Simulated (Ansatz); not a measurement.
# CO2: energy above lowest point and pressure against volume scale

Results calculated with Ansatz 0.2.0, not measured. Free energy against uniform scaling of the volume at fixed shape and fractions; periodic cell, basis, potentials, k mesh and filling as listed.

The cell before it is scaled or strained (space group I-42d, No. 122):
```
CELL_PARAMETERS angstrom
-1.97470 1.97470 3.01410
1.97470 -1.97470 3.01410
1.97470 1.97470 -3.01410
ATOMIC_POSITIONS crystal
C 0.75000 0.25000 0.50000
C 0.00000 0.00000 0.00000
O 0.70980 0.12500 0.08480
O 0.04020 0.62500 0.91520
O 0.37500 0.29020 0.41520
O 0.87500 0.95980 0.58480
```

Settings of every row: functional PBEsol; dispersion none; potentials PAW; wave cutoff 557.83 eV; density cutoff 2231.3 eV; k mesh 7x7x7; k shift 0x0x0; occupations cold; smearing width 0.02 eV; spin none; SCF threshold exponent -8.

Limits: stress loosely converged; the cell comes from a prototype or a list of computed structures and needn't be the stable phase.

```csv
row,volume scale,V (Å³/atom),energy above lowest point (meV/atom),pressure (GPa)
1,0.94,7.365,9,11.01
2,0.96,7.522,1.5,4.51
3,0.98,7.679,0,-1.33
4,1,7.836,3.9,-6.58
5,1.02,7.992,?,?
6,1.04,8.149,25.8,-15.5
7,1.06,8.306,42.9,-19.29
```

Question: what energy above lowest point and pressure should row 5 give?

Worked fit of energy above lowest point. Take u = (V_r/V)^(2/3) − 1 with V_r = 7.7575 Å³ an atom, which is twice the finite (Eulerian) strain; such expansions in the strain, on which the Birch-Murnaghan equation of state is built, carry the rest volume and the bulk modulus. The shown rows have u = 0.03522, 0.02076, 0.0068, -0.00669, -0.03229, -0.04452. Least squares give energy above lowest point = 1.31 − 290.9 × u + 14454 × u² meV/atom; a straight line predicts inner rows, each left out in turn, worse (root mean square 9 against 0.018 meV/atom). All shown rows lie on it to the printed digit. Its lowest point lies at u = 0.0101, or V = 7.642 Å³ an atom, and the curvature there gives the bulk modulus at fixed shape and fractions, B = (4/9)(1 + u)² E″(u)/V = 275 GPa. Letting shape and atoms relax would as a rule lower it, by much in layered, chain or molecular crystals. The withheld row has u = -0.01966, so the fit gives 1.31 − 290.9 × (-0.01966) + 14454 × (-0.01966)² = 12.6 meV/atom.

The calculation gave 12.7 meV/atom. The fit lies 0.1 meV/atom (0.23 % of the column's range) below it, one unit of the last digit.

Worked fit of pressure. Take u = (V_r/V)^(2/3) − 1 with V_r = 7.7575 Å³ an atom, which is twice the finite (Eulerian) strain; such expansions in the strain, on which the Birch-Murnaghan equation of state is built, carry the rest volume and the bulk modulus. The shown rows have u = 0.03522, 0.02076, 0.0068, -0.00669, -0.03229, -0.04452. Least squares give pressure = −4.025 + 389 × u + 1058 × u² + 499 × u³ GPa; a parabola predicts inner rows, each left out in turn, worse (root mean square 0.0094 against 0.0015 GPa). All shown rows lie on it to the printed digit. The pressure vanishes at u = 0.0101, or V = 7.642 Å³ an atom, and there the bulk modulus at fixed shape and fractions is B = −V dP/dV = (2/3)(1 + u) dP/du = 276 GPa. Letting shape and atoms relax would as a rule lower it, by much in layered, chain or molecular crystals. The withheld row has u = -0.01966, so the fit gives −4.025 + 389 × (-0.01966) + 1058 × (-0.01966)² + 499 × (-0.01966)³ = -11.27 GPa.

The calculation gave -11.28 GPa. The fit lies 0.01 GPa (0.033 % of the column's range) above it, one unit of the last digit.
